First-order Raman scattering in a crystal picks out the few vibrations whose wavevector equals the scattering vector of the light. In a glass such as vitreous B2O3 a broad continuum appears instead. The result of Shuker and Gammon (1970) ties this continuum to the vibrational density of states. At each "Predict", stop and write down your own answer before reading on.

PREMISES AND CONVENTIONS

P1. The glass is a harmonic solid in thermal equilibrium at temperature T, with a fixed structure. Its normal modes j have frequencies ω_j and real eigenvectors e_j(l); atom l of mass m_l moves by u_l = Σ_j e_j(l) Q_j/√m_l, where Q_j is the mass-weighted normal coordinate.
P2. The laser frequency ω_L lies far below electronic absorption. The optical susceptibility is then a real symmetric tensor fixed by the nuclear positions, and its change is kept to first order in the Q_j. Local-field effects are counted inside it.
P3. The sample is transparent, homogeneous and isotropic on average, with one refractive index n_r at the incident and scattered frequencies, and light scatters once.
P4. The susceptibility pattern of a mode is correlated only over a short length Λ. Step 4 says how short.

SI units are used in the derivation and wavenumbers ν̃ = ω/(2πc) in cm⁻¹ in the numbers. The Raman shift is ω = ω_L − ω_s, positive for Stokes light. The scattering vector is q = k_i − k_s, with q ≈ 4π n_r sin(θ/2)/λ_L for scattering angle θ, vacuum wavelength λ_L and |ω| ≪ ω_L. HH means that the polarisation vectors e_i and e_s are parallel (backscattering, or both normal to the scattering plane), HV that they are perpendicular. The Bose factor is n(ω) = 1/[exp(ħω/k_BT) − 1].

STEP 1. THE OPTICAL PREFACTOR

At fixed displacement field D, a small change δχ of the susceptibility changes the field energy by

H′ = −(ε0/2) ∫ E·δχ(r)·E d³r.

In a volume V each light mode contributes E = √(ħω/(2ε0 n_r² V)) e (a e^{ik·r} + adjoint). The term that destroys a laser photon and creates a scattered one occurs twice in E·δχ·E, and the two are equal because δχ is symmetric. Its magnitude is ħ √(ω_L ω_s) X(q)/(2 n_r² V), with

X(q) = ∫ e_s·δχ(r)·e_i e^{iq·r} d³r,

an operator on the vibrations. The golden rule supplies 2π/ħ² times the squared element. The scattered photon has V n_r³ ω_s² dω_s dΩ/((2π)³c³) states, and one laser photon carries the flux c/(n_r V).

Predict: which powers of ω_L, ω_s and n_r survive?

The product is (2π/ħ²) · ħ² ω_L ω_s/(4 n_r⁴ V²) · V n_r³ ω_s²/(8π³c³) · n_r V/c, in which n_r and the quantisation volume cancel:

d²σ/dΩdω = [ω_L ω_s³/(16π²c⁴)] S(q,ω), (1)

S(q,ω) = Σ_i p_i Σ_f |⟨f|X(q)|i⟩|² δ(ω − (E_f − E_i)/ħ). (2)

Here i and f are vibrational states and p_i is the Boltzmann weight. Equation (1) is photons out per photon flux in, inside the medium. Scattered power per incident intensity is (1) times ω_s/ω_L, which gives ω_s⁴ = (ω_L − ω)⁴. A photon-counting detector at fixed laser power therefore records ω_s³, a power detector ω_s⁴.

STEP 2. THE THERMAL FACTOR

By P2, e_s·δχ(r)·e_i = Σ_j π_j(r) Q_j, where π_j(r) is a real function, the susceptibility pattern of mode j for the chosen polarisations. Then X(q) = Σ_j π_j(q) Q_j with π_j(q) = ∫ π_j(r) e^{iq·r} d³r. By P1, Q_j = √(ħ/2ω_j)(b_j + b_j†).

Predict: the square in (2) could hold cross terms π_j π_j′* with j ≠ j′. Do they contribute?

They do not. Q_j changes the occupation of mode j alone, so a given final state f is reached from i through one j only. For occupation v, |⟨v+1|Q|v⟩|² = ħ(v+1)/(2ω_j) and |⟨v−1|Q|v⟩|² = ħv/(2ω_j). With y = exp(−ħω_j/k_BT) the weights are (1 − y)y^v, and Σ_v v(1 − y)y^v = y/(1 − y) = n(ω_j). Hence

S(q,ω) = Σ_j |π_j(q)|² (ħ/2ω_j) {[n(ω_j) + 1] δ(ω − ω_j) + n(ω_j) δ(ω + ω_j)}. (3)

Equation (3) holds for crystals and glasses alike. All the difference lies in |π_j(q)|².

STEP 3. FROM MODES TO A CORRELATION FUNCTION

Write the square as a double integral over r and r′ = r + s:

|π_j(q)|² = ∫ d³s e^{iq·s} G_j(s), G_j(s) = ∫ d³r π_j(r) π_j(r + s).

Shifting r by −s shows G_j(−s) = G_j(s), so e^{iq·s} may be replaced by cos(q·s). Sort the modes into bands b of like character, for example transverse-like, longitudinal-like or ring motions. A macroscopic scattering volume V holds a very large number of modes of band b within the resolution of the spectrometer, so only their mean G_b(s;ω) matters. With g_b(ω) the number of modes of band b per unit volume and unit ω, the sum Σ_j becomes V Σ_b ∫ g_b dω, and the Stokes part of (3) is

S = V (ħ/2ω)[n(ω) + 1] Σ_b C_b(q,ω) g_b(ω), C_b(q,ω) = ∫ d³s cos(q·s) G_b(s;ω). (4)

Predict: how does G_b scale with V for an extended mode and for a localised one?

It does not depend on V in either case. A normalised extended mode has amplitude ∝ V^(−1/2) everywhere, the product of two patterns goes as 1/V, and the integral over r returns V. A localised mode has a V-independent amplitude in a V-independent region. If G_b also decays in s, C_b is intensive and the signal is proportional to V. Localisation is thus not required; short-range correlation of the pattern is enough.

STEP 4. LOSS OF q SELECTION

Since 0 ≤ 1 − cos y ≤ y²/2,

|C_b(q,ω) − C_b(0,ω)| ≤ (q²/2) ∫ d³s s² |G_b(s;ω)|. (5)

P4 now takes a precise form: the integral in (5) is finite and of order Λ² C_b(0,ω), with C_b(0,ω) not zero, and qΛ ≪ 1. Then C_b(q,ω) = C_b(ω)[1 + O(q²Λ²)], where

C_b(ω) = ⟨ |∫ π_j(r) d³r|² ⟩ over modes of band b at ω. (6)

The integral is the derivative of the polarisability of the whole sample with respect to Q_j, divided by ε0. C_b has the unit m⁴/kg, and C_b/(4π)² is the squared derivative of a polarisability volume, commonly given in Å⁴/amu.

A solvable model shows both limits. Let the pattern be a wave of wavenumber k whose correlation decays as exp(−κs), κ = 1/Λ. Averaging cos(k·s) over the directions of k gives sin(ks)/(ks), so G(s) = G0 exp(−κs) sin(ks)/(ks). The angular integral in (4) gives 4π sin(qs)/(qs), and

C(q) = (4πG0/qk) ∫0^∞ sin(qs) sin(ks) e^{−κs} ds.

Use sin A sin B = [cos(A − B) − cos(A + B)]/2 and ∫0^∞ cos(as) e^{−κs} ds = κ/(κ² + a²). The difference of the two fractions has the numerator 4qkκ, so

C(q) = 8πG0 κ / {[κ² + (q − k)²][κ² + (q + k)²]}. (7)

Predict: what does (7) become for κ → 0, and what for small q?

For κ → 0 it vanishes unless k = q, where it diverges, while ∫ C d³q/(2π)³ = G0 stays fixed. This is the selection rule of an ordered medium, and for sound waves it gives the Brillouin lines. For small q expand the denominator, (κ² + k²)² + 2q²(κ² − k²) + q⁴:

C(q) = [8πG0 κ/(κ² + k²)²] [1 − 2q²(κ² − k²)/(κ² + k²)² + …]. (8)

At fixed κ the correction is largest in size at k = 0, where it is −2q²Λ². Every k now scatters, with a weight that is non-zero only because κ is finite, and the weight no longer depends on the scattering angle.

STEP 5. THE RESULT

Insert (6) in (4) and (4) in (1):

d²σ/dΩdω (Stokes) = V [ω_L (ω_L − ω)³/(16π²c⁴)] (ħ/2ω) [n(ω) + 1] Σ_b C_b(ω) g_b(ω). (9)

For scattered power this reads I(ω) ∝ (ω_L − ω)⁴ {[n(ω) + 1]/ω} Σ_b C_b(ω) g_b(ω). Let m = 4 for power and m = 3 for photon counts, and define the reduced spectrum

I_red(ω) = I(ω)/{(ω_L − ω)^m ω [n(ω) + 1]} ∝ Σ_b C_b(ω) g_b(ω)/ω². (10)

The extra division by ω is a choice: a Debye solid has g ∝ ω², so g/ω² is flat and any excess of states, the boson peak, stands out as a maximum. Under P1 and P2 the ω_j, e_j and π_j do not depend on T, so I_red is independent of temperature. The anti-Stokes term of (3) gives the same I_red when n + 1 is replaced by n and ω_L − ω by ω_L + ω, and therefore

I_AS/I_S = [(ω_L + ω)/(ω_L − ω)]^m exp(−ħω/k_BT). (11)

Predict: at room temperature and shifts of a few tens of cm⁻¹, does the unreduced spectrum look like Cg, Cg/ω or Cg/ω²?

For ħω ≪ k_BT, ω(n + 1) = k_BT/ħ + ω/2 + …, nearly constant, so the unreduced spectrum already resembles Cg/ω². For T → 0 the factor tends to ω and the spectrum resembles Cg/ω.

STEP 6. HH AND HV

At q → 0 the sample offers no preferred direction, so (6) is an orientational average over the symmetric tensor α_μν = ∫ ∂χ_μν/∂Q_j d³r. An isotropic average symmetric in μν has the form

⟨α_μν α_ρσ⟩ = A δ_μν δ_ρσ + B(δ_μρ δ_νσ + δ_μσ δ_νρ).

Define the invariants a = (tr α)/3 and γ² by tr α² = 3a² + 2γ²/3; for principal values α1, α2, α3 this is γ² = [(α1 − α2)² + (α2 − α3)² + (α3 − α1)²]/2. Contracting μν and ρσ gives 9A + 6B = 9⟨a²⟩. Contracting μρ and νσ gives 3A + 12B = 3⟨a²⟩ + 2⟨γ²⟩/3.

Predict: solve for A and B, and find the largest possible HV/HH ratio.

The first equation gives A = ⟨a²⟩ − 2B/3; the second then gives 10B = 2⟨γ²⟩/3, so B = ⟨γ²⟩/15 and A = ⟨a²⟩ − 2⟨γ²⟩/45. With C_HH = ⟨α_xx²⟩ = A + 2B and C_HV = ⟨α_xy²⟩ = B,

C_HH = ⟨a²⟩ + 4⟨γ²⟩/45, C_HV = ⟨γ²⟩/15, ρ = I_HV/I_HH = 3⟨γ²⟩/(45⟨a²⟩ + 4⟨γ²⟩) ≤ 3/4. (12)

With several bands the averages are weighted by g_b. The combination I_HH − (4/3) I_HV isolates ⟨a²⟩. The thermal and optical factors cancel in ρ, which is therefore independent of T and of the scattering angle.

WHAT I_red DOES NOT GIVE

Equation (10) fixes a product. Reading I_red as g/ω² needs C constant, which was the simplifying assumption within a band in the original treatment and does not follow from P1 to P4.

Predict: can I_red have a maximum if g is purely Debye-like?

It can. Suppose plane sound waves of speed v meet a photoelastic coupling that fluctuates in space with correlation exp(−s/Λ). The pattern is coupling times strain, the strain is proportional to k = ω/v, so G0 ∝ k². Equation (8) then gives C ∝ x²/(1 + x²)² with x = kΛ. This rises as ω² at low frequency and has its maximum at x = 1, since its derivative is 2x(1 − x²)/(1 + x²)³. With g/ω² constant, I_red has the same maximum. Separating C from g needs an independent g, from inelastic neutron scattering or the low-temperature heat capacity.

RANGE OF VALIDITY

(a) qΛ ≪ 1 and shifts well above the Brillouin lines, which come from the mean photoelastic coupling acting on long waves (κ → 0 in (7)) and keep full q selection.
(b) Harmonic motion and linear coupling. Two-mode difference processes carry weights n(ω1)[n(ω2) + 1] ∝ T² at high T, against T for the first-order term, so their reduced intensity grows as T. Relaxation of the structure adds quasi-elastic scattering that also grows with T after reduction. Independence of temperature is thus a test of P1 and P2 and fails first at the smallest shifts.
(c) One frozen structure. Annealing, densification, thermal softening of the modes and the approach to the glass transition change g and C.
(d) Excitation far from resonance. Near absorption C depends on ω_L, the tensor need not be symmetric and the bound 3/4 can be broken.
(e) T must be the temperature of the illuminated spot, which (11) can supply.

NUMERICAL ILLUSTRATION: VITREOUS B2O3

Inputs, typical and approximate: n_r = 1.46, longitudinal and transverse sound speeds 3.4 and 1.9 km/s, Raman boson peak near 26 cm⁻¹. The laser line is 514.5 nm, ν̃_L = 19436 cm⁻¹. Backscattering gives the largest q.

The q test. q = 4π n_r/λ_L = 0.0357 nm⁻¹. The longitudinal Brillouin line lies at v_L q/(2π) = 19.3 GHz, or 0.64 cm⁻¹. A transverse wave at 26 cm⁻¹ would have k = 2πcν̃/v_T = 2.58 nm⁻¹ and a wavelength of 2.44 nm, so q/k = 0.014. Assume Λ = 2 nm, of the order of that wavelength, so that κ = 0.5 nm⁻¹ and qΛ = 0.071.

Predict: how much does C change between forward and backward scattering?

At k = 0, the least favourable case, (7) gives C(q)/C(0) = 1/(1 + q²Λ²)², a fall of 1.0 %. At k = 2.58 nm⁻¹, (8) gives a relative rise of 3.4 × 10⁻⁴. The Debye model of the earlier section would place a maximum at 26 cm⁻¹ with Λ = 1/k = 0.39 nm, for which qΛ is smaller still.

The optical factor. (1 − ν̃/ν̃_L)³ is 0.996 at 26 cm⁻¹ and may be dropped across the boson peak. At the boroxol ring line, typically near 808 cm⁻¹, it is 0.880, and taking m = 4 in place of m = 3 changes the reduced intensity by 4 %.

A model spectrum. Take for the total g/ν̃² near its maximum the shape L = exp[−ln²(ν̃/ν̃0)/(2σ²)], and C_HH ∝ ν̃/ν̃0, C_HV = ρ C_HH. The shape is meant for about 10 to 50 cm⁻¹ only, since it lacks the Debye plateau at low frequency. Setting d ln(ν̃^p L)/d ln ν̃ = p − ln(ν̃/ν̃0)/σ² to zero puts the maximum of ν̃^p L at ν̃0 exp(pσ²). The inputs ν̃0 = 18 cm⁻¹, σ = 0.6, ρ = 0.5 and the linear C were chosen to reproduce the typical behaviour of this glass, a Raman maximum near 26 cm⁻¹, above that of g/ν̃², and a partly depolarised band. The maximum of I_red (p = 1), 25.8 cm⁻¹, is therefore built in and tests nothing. With k_BT/hc = 208.5 cm⁻¹ at 300 K and 13.9 cm⁻¹ at 20 K, and Φ = ν̃(n + 1) in cm⁻¹:

ν̃ | L | I_red HH | I_red HV | Φ(300 K) | Φ(20 K) | ratio of Φ
10 | 0.62 | 0.34 | 0.17 | 214 | 19.5 | 11.0
18 | 1.00 | 1.00 | 0.50 | 218 | 24.8 | 8.8
26 | 0.83 | 1.20 | 0.60 | 222 | 30.7 | 7.2
50 | 0.23 | 0.65 | 0.33 | 235 | 51.4 | 4.6

The unreduced HH or HV spectrum, with the optical factor removed, is Φ I_red. Between 20 and 300 K it grows by the factors of the last column, which differ from row to row, so the shape changes as well as the height.

Predict: does the unreduced maximum move up or down on cooling?

It moves up. With z = hcν̃/k_BT, d ln Φ/d ln ν̃ = 1 − z/(e^z − 1), so the maximum solves ln(ν̃/ν̃0) = σ²[2 − z/(e^z − 1)]. The model's maximum lies at 26.4 cm⁻¹ at 300 K, at 34.0 cm⁻¹ at 20 K and at ν̃0 exp(2σ²) = 37.0 cm⁻¹ for T → 0, although no mode has changed its frequency. Division by Φ returns every curve to the same I_red.

From (12), ρ = 0.5 means ⟨a²⟩/⟨γ²⟩ = (3/ρ − 4)/45 = 0.044, and the isotropic part is 1 − 4ρ/3, one third of HH, or 0.40 at 26 cm⁻¹. From (11) with m = 3, I_AS/I_S at 26 cm⁻¹ is 0.890 at 300 K and 0.155 at 20 K. The sensitivity of the reduction to the assumed temperature, d ln Φ/d ln T = z/(e^z − 1), is 0.94 and 0.34 at these two temperatures.

The model holds no quasi-elastic term. As typical knowledge, not a measurement, that term in vitreous B2O3 at room temperature is of the same order as the one-phonon signal near 10 cm⁻¹ and exceeds it at lower shifts, so the first row of the table falls short of the real room-temperature spectrum by a factor of order two, while the rows at and above the maximum are much less affected.

The same estimate applies to amorphous SiO2, the gate and isolation oxide of silicon devices. With typical, approximate inputs n_r = 1.46, v_T = 3.8 km/s and a Raman boson peak near 55 cm⁻¹, k = 2.73 nm⁻¹ and q/k = 0.013, so q selection is lost to the same degree, and in the harmonic model the unreduced Stokes intensity at that shift grows by 4.2 between 20 and 300 K.